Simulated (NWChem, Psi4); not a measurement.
**C2H4Si (ethynylsilane): the vertical energy of the triplet above the singlet, rung by rung**

The species is C2H4Si (7 atoms), meant as a singlet with charge 0. As SMILES, `C#C[SiH3]`. The coordinates come from a PBE0-D4/def2-TZVP relaxation.

```xyz
7

C    -0.5807   -1.8714    0.1722
C    -0.2185   -0.7265    0.0624
Si    0.3298    1.0043   -0.1038
H    -0.9010   -2.8835    0.2693
H    -0.0945    1.5283   -1.4250
H    -0.2817    1.8181    0.9749
H     1.8079    1.0629    0.0044
```

Each level gives the vertical energy of the triplet above the singlet (eV). The values are calculated.

```csv
level,kind,program,value (eV)
SVWN5/6-311+G**,LDA,NWChem,5.47
BLYP/6-311+G**,GGA,NWChem,5.30
TPSS/6-311+G**,meta-GGA,NWChem,5.16
M06-2X/6-311+G**,hybrid meta-GGA,NWChem,5.51
wB97X/6-311+G**,range-separated hybrid,NWChem,5.36
B2PLYP/6-311+G**,double hybrid,NWChem,5.53
MP3/6-311+G**,perturbation theory,Psi4,5.52
```

The values span 5.16 to 5.53 eV.

The triplet lies well above the singlet at every level, as expected for a closed-shell alkyne whose lowest triplet is probably a π→π* excitation of the C≡C bond. Promoting an electron from a strongly bonding to an antibonding π orbital is costly, and at the fixed singlet geometry none of that cost is recovered by bending or by stretching the bond. The silyl group should act only as a modest perturbation, through mixing of π* with Si–H σ* orbitals of matching symmetry.

The values do not rise or fall steadily with the rung: they drop from LDA through GGA to meta-GGA, yet wB97X lies below LDA while M06-2X lies above it. The limited spread fits a compact valence excitation with little charge transfer, although differing balances of exchange and correlation probably still shift it. The closeness of B2PLYP and MP3, at 5.53 and 5.52 eV, is not in itself proof of convergence. The adiabatic gap, with the triplet relaxed to a bent structure, should be appreciably smaller and cannot be inferred from these vertical energies.
